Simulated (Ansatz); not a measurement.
# From the elastic tensor of BN at 11 GPa (stress–strain coefficients) to moduli and sound speeds

Method: DFT LDA, scalar-relativistic, plane waves, PAW in Ansatz 0.2.0. Plane waves to 420 eV; Γ-centred k mesh 12×12×4; fixed occupations. No spin polarisation.

It takes space group P6_3/mmc (No. 194, hexagonal). Conventional cell: a = 2.471 Å, b = 2.471 Å, c = 5.548 Å, α = 90.00°, β = 90.00°, γ = 120.00°. Around B (site symmetry -6m2) lie 3 N at 1.43 Å. N (site symmetry -6m2) has 3 B at 1.43 Å as nearest neighbours.

The crystal is built of layers and no dispersion correction was added, so the binding between them is poorly described, and with it their spacing and whatever depends on it.

Relaxed-ion constants (GPa, on the Cartesian axes of the calculation):
C11 = 1108.8, C12 = 290.2, C13 = 26.8, C22 = 1108.8, C23 = 26.8, C33 = 117.0, C44 = 21.8, C55 = 21.8, C66 = 409.3 GPa; the others vanish.

Density 2.809 g/cm³; 4 atoms in 29.34 Å³.

The values that follow are for a polycrystal of randomly turned grains, by Hill's mean where one number stands. In a crystal this anisotropic the Voigt and Reuss bounds lie far apart, so Hill's mean and the sound speeds and Debye temperature from it are rough.

With S = C⁻¹: B_V = (C11+C22+C33+2(C12+C13+C23))/9, G_V = (C11+C22+C33−C12−C13−C23+3(C44+C55+C66))/15, 1/B_R = S11+S22+S33+2(S12+S13+S23), 15/G_R = 4(S11+S22+S33−S12−S13−S23)+3(S44+S55+S66); Hill is their mean. Then v_l = √((B+4G/3)/ρ), v_t = √(G/ρ), v_m = [(2/v_t³+1/v_l³)/3]^(−1/3) and Θ = (ħ/k_B)·v_m·(6π²n/V)^(1/3) for n atoms in the volume V; E = 9BG/(3B+G), ν = (3B−2G)/(2(3B+G)) and A^U = 5G_V/G_R + B_V/B_R − 6.

- Bulk modulus, Voigt / Reuss / Hill: 335.9 / 106.4 / 221.1 GPa
- Shear modulus, Voigt / Reuss / Hill: 223.3 / 45.8 / 134.5 GPa
- Young's modulus: 336 GPa
- Poisson ratio: 0.247
- Pugh ratio B/G: 1.64
- Universal anisotropy index: 21.53
- Longitudinal and transverse sound speeds: 11941 and 6921 m/s
- Debye temperature from the mean sound speed: 1177 K

Cost: 1 run of about 0.43 core-minutes, on Intel Xeon Platinum 8488C (Sapphire Rapids) (shared hosts).

The stiffness divides along the bonding: C11 is 1108.8 GPa within the sheets, where strain stretches and bends short, polar sp2 σ bonds, but C33 is only 117.0 GPa across them, where no covalent network resists. Shear between layers is softer still, with C44 at 21.8 GPa, because sliding changes the stacking registry while leaving the B–N bonds almost intact. Under pressure, the resistance along c probably owes much to Pauli repulsion between the filled π states of neighbouring sheets.

Hydrostatic compression of a single crystal is governed by the Reuss bulk modulus, 106.4 GPa, and is taken up mainly by the interlayer spacing. The Pugh and Poisson ratios therefore say little about ductility, since easy basal slip and cleavage are hidden in the average. The tensor meets the elastic stability conditions for homogeneous strain at this pressure, but that doesn't settle whether the layered form is favoured over the denser sp3-bonded phases.
